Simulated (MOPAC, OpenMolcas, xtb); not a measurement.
How methods differ on SiH3S (SMILES [SiH3][S])

The species is SiH3S (5 atoms), meant as a doublet with charge 0. SMILES: `[SiH3][S]`. The shape is that of a GFN2-xTB optimisation.

Quantity: the dipole moment, in D. The values are calculated.

```
        level            kind     program  value (D)   CPU time
          AM1  semi-empirical       MOPAC       1.83  under 2 s
          PM3  semi-empirical       MOPAC       2.16  under 2 s
          PM6  semi-empirical       MOPAC       1.63  under 2 s
     GFN2-xTB  semi-empirical         xtb       2.90  under 2 s
  ROHF/STO-3G    Hartree–Fock  OpenMolcas       1.16      2.3 s
   UHF/STO-3G    Hartree–Fock  OpenMolcas       1.16      1.9 s
    UHF/3-21G    Hartree–Fock  OpenMolcas       2.47      2.6 s
 UHF/def2-SVP    Hartree–Fock  OpenMolcas       1.53      4.5 s
USVWN5/STO-3G             LDA  OpenMolcas       1.05       13 s
  UPBE/STO-3G             GGA  OpenMolcas       0.92       12 s
```

The values span 0.92 to 2.90 D. Magnitudes only: a small dipole may point the other way at some levels. Sets without polarisation functions give poor dipoles. Times are those of the runs behind each value, whatever else they computed, on shared processors of several kinds: orders of magnitude only.

The dipole of this silylthiyl radical depends more on the basis set than on the treatment of exchange and correlation. UHF goes from 1.16 D in STO-3G to 2.47 D in 3-21G and back to 1.53 D in def2-SVP, whereas the Hartree–Fock and density-functional values in STO-3G all lie between 0.92 and 1.16 D. Sulfur draws charge from electropositive silicon, but the hydridic Si–H bonds are polarised away from silicon too, and their resultant opposes the Si–S contribution. The net moment is therefore a difference between competing terms, and 3-21G probably upsets that balance because it lacks the d functions that let charge polarise around silicon and sulfur.

The matching ROHF and UHF values suggest that spin polarisation hardly affects the dipole, as expected for an unpaired electron mainly in a sulfur 3p orbital. PM6 lies close to UHF/def2-SVP, but this agreement doesn't establish its accuracy. Whether the density functionals would still fall below Hartree–Fock in a polarised basis remains untested.
